Q: I have stripped palladium from Pd28+, with 18 electrons, towards a neon core, at spin-free relativistic Hartree-Fock (HF). MP2 and its spin-scaled form SCS-MP2 correlate everything except 1s2 ("outer"). Can Pd33+ and Pd35+ be predicted from the other six rows?

Ionisation energies of Pd ions in their ground configurations, as total-energy differences from PySCF 2.14.0 with one real unrestricted determinant at highest spin, the spin-free X2C one-electron Hamiltonian and a Gaussian nucleus. Even-tempered exponents are shared within Pd28+ to Pd30+, Pd31+ to Pd33+, and Pd34+ to Pd35+; "outer" correlates all electrons except 1s2.

```
species  electrons  configuration  final configuration  functions by l  HF (eV)  MP2 outer less HF (eV)  SCS-MP2 outer less HF (eV)  tabulated (eV)  uncertainty of the tabulated value (eV)  kind of the tabulated value
  Pd28+         18           [Ar]         [Ne] 3s2 3p5   18s 12p 5d 4f  1656.35                    0.98                        0.82            1644                                        5               semi-empirical
  Pd29+         17   [Ne] 3s2 3p5         [Ne] 3s2 3p4   18s 12p 5d 4f  1720.50                    1.03                        0.95          1706.2                                      1.8               semi-empirical
  Pd30+         16   [Ne] 3s2 3p4         [Ne] 3s2 3p3   18s 12p 5d 4f  1785.49                    1.06                        1.06          1781.3                                      2.3               semi-empirical
  Pd31+         15   [Ne] 3s2 3p3         [Ne] 3s2 3p2   18s 12p 5d 4f  1873.24                    0.48                        0.22            1869                                        7               semi-empirical
  Pd32+         14   [Ne] 3s2 3p2         [Ne] 3s2 3p1   18s 12p 5d 4f  1940.03                    0.50                        0.29            1962                                        4               semi-empirical
  Pd33+         13   [Ne] 3s2 3p1             [Ne] 3s2   18s 12p 5d 4f        ?                       ?                           ?               ?                                        ?               semi-empirical
  Pd34+         12       [Ne] 3s2             [Ne] 3s1   18s 12p 4d 4f  2174.15                    3.25                        3.64            2181                                        3               semi-empirical
  Pd35+         11       [Ne] 3s1                 [Ne]   18s 12p 4d 4f        ?                       ?                           ?               ?                                        ?               semi-empirical
```

A: Start from the limit where the nucleus dominates, the orbitals are hydrogenic and spin-orbit coupling is off, as it is in your Hamiltonian. Two 3p electrons repel through the Slater integrals F0 and F2. With F = F2/25 and real orbitals, a parallel pair costs F0 − 5F, an antiparallel pair F0 − 2F in different orbitals and F0 + 4F in the same one. Summing pairs at highest spin gives −30, −20, −15, −15, −5, 0 and 0 times F for p6 down to p0. Removing an electron therefore costs an extra 10, 5, 0, 10, 5, 0 times F, and successive ionisation energies differ by

step = F0 − 5F, except F0 + 10F on reaching p3

It is the count behind the dip from nitrogen to oxygen in the 2p shell. The analogy covers spin-free energies only, because spin-orbit coupling is negligible there and is not here.

Q: The HF steps are 64.15, 64.99, 87.75 and 66.79 eV. Does the size of the break fit?

A: Hydrogenic integrals scale with one effective charge, and F2 is half of F0. I fitted that charge as a straight line to these four steps, and the worst residual is 0.11 eV, at the break of about 22 eV. That step also spans a change of basis exponents (the rows Pd28+ to Pd30+ share one set), and single determinants carry errors of tenths of an eV. The charge absorbs orbital relaxation, so take it as a fitting number. For Pd33+, outside the fit:

charge = 36.438 + 4 × 0.495 = 38.42
step = 38.42 × (1.9556 − 0.9793/5) = 67.6 eV

I forecast no break and HF near 2007.7 ± 0.5 eV, where a free quadratic with a free F also lands.

For Pd35+ the step is F0(3s), 1.8070 eV per unit charge, with no exchange to subtract. The extrapolated 3p charge gives 71.2 eV, and a charge read from the 3s binding energy, raised by the offset of 2.44 that the same reading needs for 3p, gives 73.5 eV. Their mean puts HF near 2246.5 ± 2 eV, a step larger than the ordinary 3p ones.

Q: And the correlation columns?

A: If SCS-MP2 used the standard factors 6/5 and 1/3, the two columns separate into opposite-spin and same-spin parts. The numbers show that the drop at Pd31+ is opposite-spin, 0.82 to 0.07 eV, while the same-spin part stays between 0.24 and 0.41 eV in all six rows. Two things change in this row. The electron removed no longer breaks a 3p pair. The 3s2 to 3p2 excitation, blocked while every spin-up 3p orbital is filled, also opens in the product ion and lowers the ionisation energy. The other opposite-spin pairs shift as well and the basis changes in the same row, so the two columns cannot apportion the drop. Pd33+ repeats the pattern of Pd31+ and Pd32+, breaking no pair and opening one more such channel, so extrapolation gives 0.5 ± 0.1 eV for MP2 and a smaller SCS-MP2 value near 0.36 ± 0.1.

Pd34+ breaks the 3s2 pair, which mixes with the nearly degenerate 3p2, hence 3.25 eV, a case where MP2 is less secure. Pd35+ has no partner and keeps only correlation with the core. Guessing that opposite spin equals same spin, I expect a collapse to 0.6 ± 0.3 eV, with SCS-MP2 near 0.45 ± 0.3.

Q: Why do the semi-empirical tabulated values stray up to 22 eV from HF?

A: They run from ground level to ground level and contain spin-orbit coupling. Take the opposite limit, jj coupling, with the spin-orbit constant ζ far above F2. Four 3p3/2 electrons leave first, each cheaper by ζ/2, then two 3p1/2 electrons, each dearer by ζ, and the break moves to between Pd31+ and Pd32+. Tabulated less MP2 has these signs, negative four times and then +21.5 eV, though the −4.7 eV of Pd31+ lies inside its uncertainty. The first-order shifts of the same runs imply ζ near 24 eV and ζ/F2 = 0.66, between the limits, and both tabulated steps around Pd31+ are large, 87.7 and 93.0 eV with overlapping uncertainties.

Adding those first-order shifts worsens the rms miss of MP2 over the five known 3p rows from 13.6 to 16.7 eV. Diagonalising ζ and F together for p4, p3 and p2 brings it to 7.6 eV but leaves Pd31+ 15.3 eV too low. A lone p electron or hole has one term, so first order serves (Pd28+ misses by 1.8 eV, against an uncertainty of 5). Pd33+ should gain ζ, about +25 eV, lying well above HF near 2033 ± 8 eV. Since first-order shifts cancel from p6 to p0, a whole-shell sum gives a looser 2025 ± 10. Pd35+ has no such shift. Carrying over half of the 3.6 eV gap at Pd34+ gives 2249 ± 4, within a few eV of HF.

The withheld rows as computed:

```
species  electrons  configuration  final configuration  functions by l  HF (eV)  MP2 outer less HF (eV)  SCS-MP2 outer less HF (eV)  tabulated (eV)  uncertainty of the tabulated value (eV)  kind of the tabulated value
  Pd33+         13   [Ne] 3s2 3p1             [Ne] 3s2   18s 12p 5d 4f  2007.66                    0.49                        0.35            2016                                        9               semi-empirical
  Pd35+         11       [Ne] 3s1                 [Ne]   18s 12p 4d 4f  2248.08                    0.69                        0.57         2248.87                                     0.07               semi-empirical
```

Q: How did the forecasts fare?

A: Pd33+ HF is 2007.66 eV, within 0.1 eV, so the pair count extrapolates. All four correlation forecasts fall inside their bars, and the Pd35+ opposite-spin part, 0.39 eV against 0.30, exceeds my guess. Pd35+ HF is 1.58 eV above the forecast, inside the bar, but its step of 73.93 eV lies above both estimates. Stronger penetration and relativistic contraction of 3s would push that way, which is untested here.

Q: The tabulated Pd35+ value is missed by only 0.03 eV.

A: That is compensation. HF plus MP2 was forecast about 1.7 eV low, and I added 1.8 eV of a gap that turns out to be 0.1 eV. With Breit, QED and two-electron relativistic terms absent and a modest basis, even that 0.1 may be cancellation. The Pd34+ gap is therefore no common 3s offset, and it barely exceeds its 3 eV uncertainty.

Q: And Pd33+ is a plain miss?

A: Yes. The value 2016 lies 17 eV below the forecast, 2.2 bars, and only about 8 eV above HF; the looser estimate misses by 9.3 eV, inside its bar. My bar left out this row's own uncertainty of 9 eV; with it the bar is 11.8 eV and the miss about 1.5 bars. The model step from Pd32+ is 67.6 + 25.0 − 18.1 = 74.5 eV against 54.0 tabulated. The model errs low at Pd31+ and high here by similar amounts, and the whole-shell sum, tabulated less MP2, is −9.3 ± 13.4 eV. My guess is that the tabulated values divide a consistent total differently among rows, and a calculation with spin-orbit coupling in the Hamiltonian would test it. The row-by-row residuals stand in the output below.

The analysis program printed:

```
hydrogenic, eV per unit charge: F0(3s) 1.8070, F0(3p) 1.9556, F2(3p) 0.9793
fitted charge = 36.438 + 0.495 per step; rounding of a step 0.01 eV
Pd28+ to Pd29+: HF step 64.15, charge 36.45, residual +0.03; tabulated step 62.2 eV
Pd29+ to Pd30+: HF step 64.99, charge 36.93, residual -0.00; tabulated step 75.1 eV
Pd30+ to Pd31+: HF step 87.75, charge 37.38, residual -0.11; tabulated step 87.7 eV
Pd31+ to Pd32+: HF step 66.79, charge 37.95, residual +0.05; tabulated step 93.0 eV
F2/25: tied 1.466, free quadratic fit 1.456 eV; half-shell break 15F = 22.0 eV
Pd33+ HF: tied model 2007.64 (step 67.61), free quadratic 2007.70 eV
3s step: charge 39.41 gives 71.2; charge 40.67 (offset 2.44) gives 73.5; mean 72.4 eV
MP2 parts in eV (factors 6/5, 1/3 assumed; rounding about 0.01), HF less tabulated:
  Pd28+: opposite spin 0.57, same spin 0.41; HF-tab +12.3 +- 5.0
  Pd29+: opposite spin 0.70, same spin 0.33; HF-tab +14.3 +- 1.8
  Pd30+: opposite spin 0.82, same spin 0.24; HF-tab +4.2 +- 2.3
  Pd31+: opposite spin 0.07, same spin 0.41; HF-tab +4.2 +- 7.0
  Pd32+: opposite spin 0.14, same spin 0.36; HF-tab -22.0 +- 4.0
  Pd34+: opposite spin 2.95, same spin 0.30; HF-tab -6.8 +- 3.0
zeta p5..p1: 23.14 23.60 24.07 (interpolated) 24.54 25.01 eV; zeta/F2 0.66
tabulated less MP2 | first order, MP2 miss | intermediate coupling, MP2 miss (eV)
  Pd28+: -13.3 | -11.6, +1.8 | -11.6, +1.8
  Pd29+: -15.3 | -0.2, +15.1 | -9.5, +5.8
  Pd30+: -5.3 | +11.8, +17.1 | -2.0, +3.3
  Pd31+: -4.7 | -24.5, -19.8 | -20.0, -15.3
  Pd32+: +21.5 | -0.5, -21.9 | +18.1, -3.4
rms miss: none 13.6, first order 16.7, intermediate 7.6 eV; Pd34+ gap +3.6
sum p6 to p1: tabulated less (MP2 - zeta) +7.9 +- 9.9 eV
Pd33+ spin-orbit shift used +25.0; whole-shell estimate of tabulated 2025.3 +- 9.9 eV
withheld rows: prediction, revealed value, miss = revealed - predicted (eV)
  Pd33+ HF: 2007.64 +- 0.50; 2007.66; miss +0.02 (0.0 bars)
  Pd33+ MP2-HF: 0.52 +- 0.10; 0.49; miss -0.03 (0.3 bars)
  Pd33+ SCS-HF: 0.36 +- 0.10; 0.35; miss -0.01 (0.1 bars)
  Pd33+ tabulated: 2033.17 +- 7.64; 2016.00; miss -17.17 (2.2 bars)
  Pd33+: opposite spin 0.22, same spin 0.27; HF-tab -8.3; tab-MP2 +7.8 +- 9.0
  Pd35+ HF: 2246.50 +- 2.00; 2248.08; miss +1.58 (0.8 bars)
  Pd35+ MP2-HF: 0.60 +- 0.30; 0.69; miss +0.09 (0.3 bars)
  Pd35+ SCS-HF: 0.46 +- 0.30; 0.57; miss +0.11 (0.4 bars)
  Pd35+ tabulated: 2248.90 +- 4.03; 2248.87; miss -0.03 (0.0 bars)
  Pd35+: opposite spin 0.39, same spin 0.30; HF-tab -0.8; tab-MP2 +0.1 +- 0.07
revealed HF steps: 67.63 (charge 38.43), 3p to 3s 166.49, 3s 73.93 (charge 40.91)
revealed tabulated steps: 54.0, 165.0, 67.9 eV
Pd33+ miss of whole-shell estimate -9.3; sum p6 to p0 tab-MP2 -9.3 +- 13.4 eV
```
